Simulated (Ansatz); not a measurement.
TaN: the change of pressure and energy less free atoms with volume scale

Results calculated with Ansatz 0.2.0, not measured. Periodic Kohn-Sham DFT of a crystal at fixed atoms, scaled to volume_scale times the given cell; pressure positive in compression, energy less spherical unpolarised free atoms, largest_vzz the field gradient of largest size among the nuclei.

The cell before it is scaled or strained (space group P6/mmm, No. 191):
```
cell vectors (Å)
   5.1850     0.0000     0.0000
  -2.5925     4.4903     0.0000
   0.0000     0.0000     2.9080
atoms (fractions of the cell vectors)
Ta  0.00000  0.00000  0.00000
Ta  0.33333  0.66667  0.50000
Ta  0.66667  0.33333  0.50000
N   0.50000  0.00000  0.00000
N   0.50000  0.50000  0.00000
N   0.00000  0.50000  0.00000
```

Settings of every row: method all-electron LAPW; functional LDA; relativity scalar; k mesh 5x5x8; filling fermi-dirac; smearing width 0.03 eV; basis error target 0.5 meV/atom; nucleus gaussian.

Atom start moment: 0 on all atoms.

Limits: no spin-orbit coupling on heavy atoms.

| row | volume scale | V (Å³/atom) | pressure (GPa) | energy less free atoms (eV/atom) |
| --- | --- | --- | --- | --- |
| 1 | 0.94 | 10.607 | ? | ? |
| 2 | 0.96 | 10.833 | 9.261 | -10.8945 |
| 3 | 0.98 | 11.058 | 1.877 | -10.9023 |
| 4 | 0.99 | 11.171 | -1.531 | -10.9024 |
| 5 | 1 | 11.284 | -4.763 | -10.9001 |
| 6 | 1.01 | 11.397 | -7.827 | -10.8957 |
| 7 | 1.02 | 11.51 | -10.732 | -10.8891 |
| 8 | 1.04 | 11.735 | -16.097 | -10.8702 |
| 9 | 1.06 | 11.961 | -20.918 | -10.844 |

Question: what pressure and energy less free atoms should row 1 give?

Worked fit of pressure. Take u = (V_r/V)^(2/3) − 1 with V_r = 11.341 Å³ an atom, which is twice the finite (Eulerian) strain; such expansions in the strain, on which the Birch-Murnaghan equation of state is built, carry the rest volume and the bulk modulus. The shown rows have u = 0.03102, 0.01699, 0.01012, 0.00336, -0.00328, -0.00981, -0.02251, -0.03486. Least squares give pressure = −6.3315 + 462.655 × u + 1274.99 × u² GPa; a straight line predicts inner rows, each left out in turn, worse (root mean square 0.41 against 0.016 GPa). The rows lie off it by 0.014, -0.020, -0.012, 0.000, 0.008, 0.015, 0.003, -0.008 (root mean square 0.012 GPa). The pressure vanishes at u = 0.0132, or V = 11.12 Å³ an atom, and there the bulk modulus at fixed shape and fractions is B = −V dP/dV = (2/3)(1 + u) dP/du = 335 GPa. Letting shape and atoms relax would as a rule lower it, by much in layered, chain or molecular crystals. The withheld row has u = 0.04562, so the fit gives −6.3315 + 462.655 × (0.04562) + 1274.99 × (0.04562)² = 17.428 GPa.

The calculation gave 17.475 GPa. The fit lies 0.047 GPa (0.12 % of the column's range) below it; its largest miss of a shown row is 0.020 GPa. This row lies beyond the range of the fit.

Worked fit of energy less free atoms. Take u = (V_r/V)^(2/3) − 1 with V_r = 11.341 Å³ an atom, which is twice the finite (Eulerian) strain; such expansions in the strain, on which the Birch-Murnaghan equation of state is built, carry the rest volume and the bulk modulus. The shown rows have u = 0.03102, 0.01699, 0.01012, 0.00336, -0.00328, -0.00981, -0.02251, -0.03486. Least squares give energy less free atoms = −10.89817 − 0.6703 × u + 25.37 × u² eV/atom; a straight line predicts inner rows, each left out in turn, worse (root mean square 0.0082 against 5.5e-05 eV/atom). The rows lie off it by 0.0001, -0.0001, 0.0000, 0.0000, 0.0000, 0.0001, 0.0000, 0.0000. Its lowest point lies at u = 0.0132, or V = 11.12 Å³ an atom, and the curvature there gives the bulk modulus at fixed shape and fractions, B = (4/9)(1 + u)² E″(u)/V = 334 GPa. Letting shape and atoms relax would as a rule lower it, by much in layered, chain or molecular crystals. The withheld row has u = 0.04562, so the fit gives −10.89817 − 0.6703 × (0.04562) + 25.37 × (0.04562)² = -10.8759 eV/atom.

The calculation gave -10.8758 eV/atom. The fit lies 0.0001 eV/atom (0.17 % of the column's range) below it, one unit of the last digit. This row lies beyond the range of the fit.
